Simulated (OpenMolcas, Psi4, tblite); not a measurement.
## SiCl3O (SMILES [O][Si](Cl)(Cl)Cl): methods side by side

SiCl3O has 5 atoms, charge 0, and is taken as a doublet. As SMILES, `[O][Si](Cl)(Cl)Cl`. The shape is that of a PBE0-D4/def2-TZVP optimisation.

```csv
atom,x (Å),y (Å),z (Å)
O,0.8150,-1.0708,1.0393
Si,0.0386,-0.0188,0.0410
Cl,-1.5365,0.8556,0.9505
Cl,-0.5428,-1.2655,-1.4387
Cl,1.2756,1.4259,-0.6336
```

Each level gives the energy change with the Si2–Cl5 bond stretched from 2.018 to 3.632 Å (eV). The values are calculated.

```
                              level                   kind     program  value (eV)
                           GFN1-xTB         semi-empirical      tblite        2.63
                       UHF/def2-SVP           Hartree–Fock  OpenMolcas        3.42
                    USVWN5/def2-SVP                    LDA  OpenMolcas        3.31
                      UPBE/def2-SVP                    GGA  OpenMolcas        3.02
                    UM06-L/def2-SVP               meta-GGA  OpenMolcas        3.50
UPBE0-D4/def2-SVP (density fitting)          global hybrid        Psi4        3.85
                      UMP2/def2-SVP    perturbation theory        Psi4        3.25
                     UCCSD/def2-SVP  coupled cluster or CI        Psi4        3.53
```

The first shape isn't each level's own minimum. The values span 2.63 to 3.85 eV. Spin contamination of the reference (⟨S²⟩ at least 0.1 too high) touches UHF/def2-SVP, UPBE0-D4/def2-SVP.

Every level makes stretching the Si–Cl bond strongly uphill, but the cost is much less certain than its sign. Among the values without spin contamination, GFN1-xTB is lowest at 2.63 eV and UCCSD highest at 3.53 eV. M06-L lies close to UCCSD, while PBE falls clearly below it. The drop from LDA to PBE follows the familiar reduction of local-density overbinding by gradient corrections.

The large cost reflects a strong, polar Si–Cl bond, in which chlorine's electronegativity adds ionic character to the σ overlap. As chlorine leaves with one electron, the electron left on silicon can pair with the unpaired electron on oxygen, giving the Si–O link some double-bond character. This probably recovers part of the energy, though only modestly, since π overlap between silicon 3p and oxygen 2p is poor. The agreement between M06-L and UCCSD may be fortuitous and doesn't establish that functional's accuracy for Si–Cl cleavage. The energies describe a finite stretch, not the full dissociation limit, so they shouldn't be read as bond dissociation energies.
